**Question.** I ran four functionals against CCSD(T) for two group 14 radical frames, with the atom * going from C to Sn. The errors change with both the element and the frame, and Si → Ge even goes opposite ways for PBE in the two frames. What drives this, and is revPBE really exact for the isopropyl radical?

Gas-phase doublet radicals, computed with Ansatz 0.2.0 at PBE0-D4/def2-TZVP geometries, with def2 core potentials past Kr. Atomization energies from unrestricted functionals in def2-TZVPP are compared with a frozen-core focal-point estimate of CCSD(T) at the basis-set limit: Hartree–Fock and MP2 correlation are extrapolated from def2-TZVPP and def2-QZVPP, and CCSD(T) less MP2 is added from def2-TZVPP alone. In each frame, written as SMILES, * marks the atom that is varied.

```tsv
formula	frame	*	Z	electronegativity	point group	<S^2> at PBE0	mean bond of the marked atom (Å)	sum of bond angles at the marked atom (°)	bonds	CCSD(T) atomization energy (eV)	PBE-D4 less CCSD(T) (eV)	revPBE-D4 less CCSD(T) (eV)	r2SCAN-D4 less CCSD(T) (eV)	CAM-B3LYP-D4 less CCSD(T) (eV)	T1 diagnostic
C3H7	H*(C)C	C	6	2.550	Cs	0.755	1.349	359	9	39.03	0.773	0.010	0.344	0.367	0.011
C2H7Si	H*(C)C	Si	14	1.900	Cs	0.752	1.749	332	9	36.20	0.355	-0.234	0.232	0.223	0.011
C2H7Ge	H*(C)C	Ge	32	2.010	Cs	0.752	1.827	331	9	35.13	0.260	-0.389	0.135	0.090	0.011
C2H2FSi	H*(F)C#C	Si	14	1.900	C1	0.755	1.630	329	5	25.24	0.774	0.045	0.221	0.086	0.024
C2H2FGe	H*(F)C#C	Ge	32	2.010	C1	0.754	1.726	325	5	23.41	0.838	0.076	0.224	0.044	0.019
C2H2FSn	H*(F)C#C	Sn	50	1.960	C1	0.754	1.911	320	5	22.44	0.704	-0.049	0.028	-0.061	0.018
```

**Answer.** Some sizes first. These atomization energies are 20 to 40 eV; PBE-D4 overbinds by 1 to 4 % of that, and the other three functionals stay within 0.4 eV. Changing the kinds of bond moves the PBE error by about 0.5 eV. Swapping Si, Ge and Sn moves any error by 0.2 eV at most, which may be little more than the error of the reference, itself an estimate of the CCSD(T) limit.

The rows are comparable electronically. $\langle S^2\rangle$ stays near 0.75, the value for a pure doublet, and the T1 diagnostic, a rough warning of multireference character drawn from the single excitations, reaches only 0.024. A positive error means the functional binds too strongly. Energies are electronic, without zero-point or spin-orbit terms on either side and without scalar relativity beyond the core potential of Sn, so they test functionals against an estimate of the CCSD(T) limit, not against experiment.

The simplest picture is that every bond is wrong by the same fraction, so the error scales with the atomization energy $D$: $\Delta\epsilon=\epsilon_1(D_2/D_1-1)$, with nothing fitted. For PBE, C → Si gives $0.773\,(36.20/39.03-1)=-0.056$ eV. The actual step is several times larger, since the PBE error falls by more than half. Between frames the picture gets even the sign wrong for PBE: the fluoroethynyl radicals have fewer bonds and larger errors.

So the type of bond matters, and the standard argument runs as follows. When atoms bond, the exact exchange hole spreads over both centres, while a GGA keeps it compact around the electron and so makes the molecule's exchange energy too negative. Part of that excess usefully imitates left-right correlation, and the rest is overbinding. It tends to be large where many valence electrons share a short bond between non-hydrogen atoms, as in C≡C, and smaller for bonds to hydrogen or long bonds to a diffuse atom. Exact exchange (CAM-B3LYP) and the kinetic-energy density (r2SCAN) reduce it.

The numbers fit this. The most useful comparison is between functionals, because the reference drops out, though PBE and CAM-B3LYP also differ in their semilocal exchange and correlation. PBE less CAM-B3LYP is 0.13 eV for C2H7Si, 0.41 eV for C3H7 with its two C–C bonds, and 0.69 eV for C2H2FSi with its triple bond. The Ge rows repeat the contrast between frames. Within each frame, however, Ge gives a larger difference than Si, by 0.04 and 0.11 eV, although its bonds are longer, and the argument does not explain that. The table does not assign the excess to C≡C alone, because the frame change also brings in a bond to fluorine and trades free H atoms for a free F atom.

C → Si is the one secure element step: all four errors fall, by 0.11 eV (r2SCAN) to 0.42 eV (PBE), and neither row has the weakness of the Ge and Sn references, which correlate outer-core shells without the basis functions needed to describe them. Two C–C bonds and a C–H bond give way to longer Si–C and Si–H bonds, and the centre goes from nearly planar (angle sum 359°) to pyramidal (332°). Bond type, shape and the free-atom error of C against Si change together and are not separated here. The part common to all four functionals may also owe something to comparing all-electron DFT in a finite basis with an estimated frozen-core limit, whose CCSD(T) less MP2 part comes from triple zeta alone. Neither effect is tested here.

revPBE is not exact for C3H7. An error of 0.010 eV is too small to tell from zero when the reference is itself an estimate of the CCSD(T) limit, and it includes the D4 correction. Free atoms have no D4 dispersion energy, so the molecule's term can be subtracted directly: the same run gives 0.474 eV, and $0.010-0.474=-0.464$ eV. Bare revPBE underbinds every row and bare PBE overbinds every row. The small revPBE-D4 errors are a cancellation, which works poorly for C2H7Ge at $-0.389$ eV.

The two GGAs differ only in $\kappa$ of the exchange enhancement $F(s)=1+\kappa-\kappa/(1+\mu s^2/\kappa)$, where $s$ is the reduced density gradient and $\mu$ is common to both. The larger $\kappa$ of revPBE leaves $F$ almost unchanged at small $s$, as in bonds, but raises it at large $s$, as in density tails. Free atoms have more tail than the molecule, so theory says they are lowered more and binding drops. Without D4, PBE less revPBE is 0.95 to 0.99 eV in five rows and 1.11 eV in C3H7. In these rows $\kappa$ acts mostly as an offset, and the errors of the two bare functionals rise almost equally between frames.

The order among Si, Ge and Sn is insecure. In every row the focal-point reference takes CCSD(T) less MP2 from triple zeta alone, and the basis-set error left in that term is not measured here. For Ge and Sn the outer-core shells add to the doubt, since they are correlated without core-valence functions. Their weight is large: MP2 correlation in the same runs doubles from 14.1 eV in C2H7Si to 29.9 eV in C2H7Ge. In the data makers' tests on other systems, the missing functions shifted the estimated limit by up to about 4 kJ/mol a bond, which would be about 0.12 eV for the three bonds of the marked atom; the shift was not measured for these radicals. Ge → Sn lowers all four errors by an amount of that order and also switches on a core potential, so a shared shift of the reference could account for much of it, including the near-zero r2SCAN error for C2H2FSn.

The irregular Si → Ge step, $-0.095$ eV for PBE in the dimethyl frame and $+0.064$ eV in the other, shares that doubt. The electronegativity of the marked atom changes equally in both, so on its own it does not explain the contrast. The difference of the two steps is the error of a reaction that swaps Si and Ge between frames, in which free atoms cancel. The CCSD(T) estimate favours Si in the fluoroethynyl frame by 0.76 eV, and all four functionals underestimate that preference, CAM-B3LYP least (0.09 eV). Two Ge rows with the outer-core problem enter, but the reference is unlikely to be the whole cause: the Hartree–Fock energies of the same runs already give 0.69 eV, so all of the correlation, outer core included, adds less than 0.1 eV. My guess is that the functionals undervalue the strong polar Si–F bond against Ge–F, though no row separates fluorine from the ethynyl group.

The argument covers only the overbinding part of the error. PBE is known to be nearly right for methane but to underbind silane, though both have only bonds to hydrogen. So part of the C → Si fall, perhaps a large part, may come from the Si–H bond or the free Si atom and not from the lost C–C bonds. For PBE or revPBE in these frames, look first at the short and multiple bonds between non-hydrogen atoms, and treat the choice among Si, Ge and Sn as a smaller correction. For r2SCAN and CAM-B3LYP the frame matters no more than that choice.
